How hard does cadmium selenide push back when it is squeezed to 27.08 Å³ per atom, and how much energy does that take? The crystal has the wurtzite structure, in which each atom has four neighbours of the other kind. The top row of the table poses the question. The five rows below it, computed with the PBE functional, hold what is needed for an answer.

Wurtzite CdSe in a 4-atom cell, computed with Ansatz 0.2.0: scalar-relativistic PBE without spin polarization, PAW, plane waves up to 420 eV, a 12×12×6 k mesh and Gaussian smearing of 0.02 eV. At each fixed volume, the cell shape and atomic positions are relaxed, with a force tolerance of 0.01 eV/Å. Positive pressure means compression.

```
volume (relaxed cell) (Å³/atom)  c/a (relaxed cell)  shortest distance (relaxed cell) (Å)  energy over elements (eV/atom)  pressure (GPa)
                         27.080              1.6341                                 2.599                               ?               ?
                         27.973              1.6320                                 2.627                          -0.615           3.180
                         28.866              1.6320                                 2.655                          -0.628           1.450
                         30.651              1.6320                                 2.708                          -0.628          -1.230
                         31.544              1.6320                                 2.735                          -0.618          -2.270
                         32.735              1.6320                                 2.769                          -0.597          -3.400
```

The energy over elements is the energy of the crystal less that of solid cadmium and selenium, per atom. The elements enter each row with the same value, so any change down the column belongs to the crystal. The pressure P is the downhill slope of the energy E against the volume V:

P = −dE/dV

A positive pressure means that the cell would expand if released, a negative one that it is being held open.

The first two known rows, at 27.973 and 28.866 Å³ per atom, are compressed cells. Between them the pressure falls by 1.73 GPa while the energy drops only slightly. The crystal is coming close to its rest volume, where the slope vanishes.

The next pair, 28.866 and 30.651 Å³ per atom, has the same energy to the last printed digit. This is no flat stretch: the pressure is positive in one row and negative in the other, so the two sit on opposite walls of a valley. Its floor lies near 29.76 Å³ per atom. There the bulk modulus, the resistance to a relative change of volume, is about 45 GPa, so the first percent of compression takes roughly 0.45 GPa.

In the last two rows the cell is stretched, and the resistance weakens. Each further Å³ per atom changes the pressure by 0.95 GPa, against 1.94 GPa between the two smallest known cells. The valley therefore has a steepening wall on the compressed side and a gentler one on the stretched side.

Standard bonding theory explains this lopsidedness. Cadmium and selenium attract each other through shared electrons and opposite partial charges, and this attraction changes slowly with distance. When the atoms come closer, their filled shells, which already overlap a little at rest, overlap more; the Pauli principle then forces electrons into states of higher energy. That repulsion grows much faster than the attraction, so each further step inward is harder than the one before. On stretching, the repulsion fades first and leaves the softer attraction to hold the crystal together. The table shows the resulting stiffening, but it doesn't separate the two contributions.

A diatomic molecule has the same kind of curve: its bond is harder to shorten than to lengthen by the same large amount. The comparison holds for the shape of the curve only. A crystal also has more distant neighbours and long-range electric forces, so the stiffness of a single molecule can't be carried over.

For a forecast, the curve needs a form that stiffens in a sensible way. The Birch-Murnaghan equation measures compression by

y = (Vref/V)^(2/3) − 1

where Vref is a fixed volume, here midway between the two rows of equal energy. Because y grows ever faster as the volume shrinks, even a parabola in y is steeper on the compressed side. A cubic term lets the crystal set its own rate of stiffening, and the slope of the energy becomes

P = (Vref/V)^(5/3) · (a + b·y + c·y²)

The constants a, b and c were fitted to the five known pressures. They make the bulk modulus rise by about 4.7 GPa for each GPa of pressure near rest; without the cubic term this rate would be fixed at 4.

Such a continuation is safe only if the crystal stays in the same electronic state. On the sampled k points the known cells are insulators, and their computed gap widens from 0.34 eV in the largest to 0.68 eV in the smallest. PBE makes such gaps too small, but their trend leads away from a metal.

The top row does differ in c/a, the height of the hexagonal cell over its base edge. The known cells keep the ratio they started with, because their leftover forces are below the limit at which the relaxation stops. Carried on to the top row, this force reaches about 0.011 eV/Å, just above the limit of 0.01 eV/Å. The small change of shape is thus probably a threshold of the procedure, and it should hardly affect the pressure or the energy.

The forecast for the pressure is about 5.24 GPa, with a range of 5.14 to 5.34 GPa. It should rise by more than in the preceding, equally large step of volume. The range is a judgement meant to cover rounding, the small change of shape and the choice among equations that fit the known pressures about equally well.

The energy follows from the work done on the cell. The volume step is 27.973 − 27.080 = 0.893 Å³ per atom, and the mean pressure along it is (3.18 + 5.24)/2 = 4.21 GPa. With 1 eV/Å³ equal to about 160 GPa, the work is

4.21 × 0.893 / 160 ≈ 0.023 eV per atom

Added to −0.615 eV, this gives about −0.592 eV per atom, as does the integral of the fitted curve. The range is −0.594 to −0.590 eV per atom: the energy climbs but stays negative.

The withheld rows as computed:

```
volume (relaxed cell) (Å³/atom)  c/a (relaxed cell)  shortest distance (relaxed cell) (Å)  energy over elements (eV/atom)  pressure (GPa)
                         27.080              1.6341                                 2.599                          -0.592           5.230
```

Both values fall inside their ranges. The computed pressure is 5.23 GPa, within 0.01 GPa of the forecast, and the energy agrees with the forecast to the last printed digit. The fit puts the floor of the valley at about −0.632 eV per atom, so the whole squeeze from rest takes about 0.04 eV per atom. The range for the pressure turned out much wider than needed. The pressure step into this row is 2.05 GPa, larger than the 1.73 GPa of the step before, as the steepening wall requires. The change of shape was indeed a matter of the threshold: the run began with a force of 0.011 eV/Å, above the limit, and the relaxation that followed moved the pressure by only about 0.001 GPa.

Simpler continuations show how much the stiffening matters. A straight line through the two smallest known cells reaches only 4.91 GPa, because it lets the crystal stiffen no further. The equation without its cubic term gives 5.09 GPa, still 0.14 GPa below the computed value. It contains the right kind of stiffening but too little of it, a shortfall that already shows as a poorer fit to the known pressures. The output below compares the two fits.

For use in practice, the row describes wurtzite held in its own structure. Real cadmium selenide changes to the denser rock-salt structure at a few gigapascals, and a calculation that keeps the starting symmetry can't make that change. The negative energy means only that the compound lies below its separate elements, not that wurtzite is the stable form at this pressure. PBE also tends to make such crystals somewhat too large, so a pressure read off at a measured volume would come out too high. The missing thermal motion acts the other way, since heat adds to the pressure at a fixed volume, but at room temperature this effect is expected to be the smaller one.

The analysis program printed:

```
fit of pressure on 5 rows: coefficient of u5 -0.00482 +/- 0.0018, coefficient of u5*y 66.77 +/- 0.031, coefficient of u5*y**2 34.37 +/- 1; rms 0.00145, worst 31.544 0.0022, leave-one-out rms 0.00326
  rows outside the fit (model, value, miss): 27.08 5.235, 5.23, 0.00498
fit of pressure on 5 rows: coefficient of u5 0.04309 +/- 0.021, coefficient of u5*y 66.31 +/- 0.54; rms 0.0347, worst 32.735 -0.0465, leave-one-out rms 0.0685
  rows outside the fit (model, value, miss): 27.08 5.086, 5.23, -0.144
fit of energy_over_elements on 5 rows: constant -0.6317 +/- 0.00016, coefficient of work 1.003 +/- 0.0087; rms 0.000171, worst 28.866 0.000254, leave-one-out rms 0.00028
  rows outside the fit (model, value, miss): 27.08 -0.5916, -0.592, 0.000424
volume at zero pressure from the fit (cubic angstrom per atom): 29.76
bulk modulus at zero pressure (GPa): 44.53
pressure derivative of the bulk modulus (no unit): 4.686
pressure rise per cubic angstrom per atom removed, smallest known volumes (GPa): 1.937
pressure rise per cubic angstrom per atom removed, largest volumes (GPa): 0.9488
naive straight continuation of pressure to the withheld volume (GPa): 4.91
forecast of full form less forecast with derivative fixed at 4 (GPa): 0.1486
withheld volume below the zero-pressure volume (percent): 8.991
matching bond shortening under uniform scaling (percent): 3.092
energy forecast by hand from mean pressure times volume step (eV/atom): -0.5915
leftover force carried on to the withheld volume (eV/angstrom): 0.01085
computed pressure step into the withheld row (GPa): 2.05
pressure step between the two smallest known volumes (GPa): 1.73
computed energy step into the withheld row (eV/atom): 0.023
```
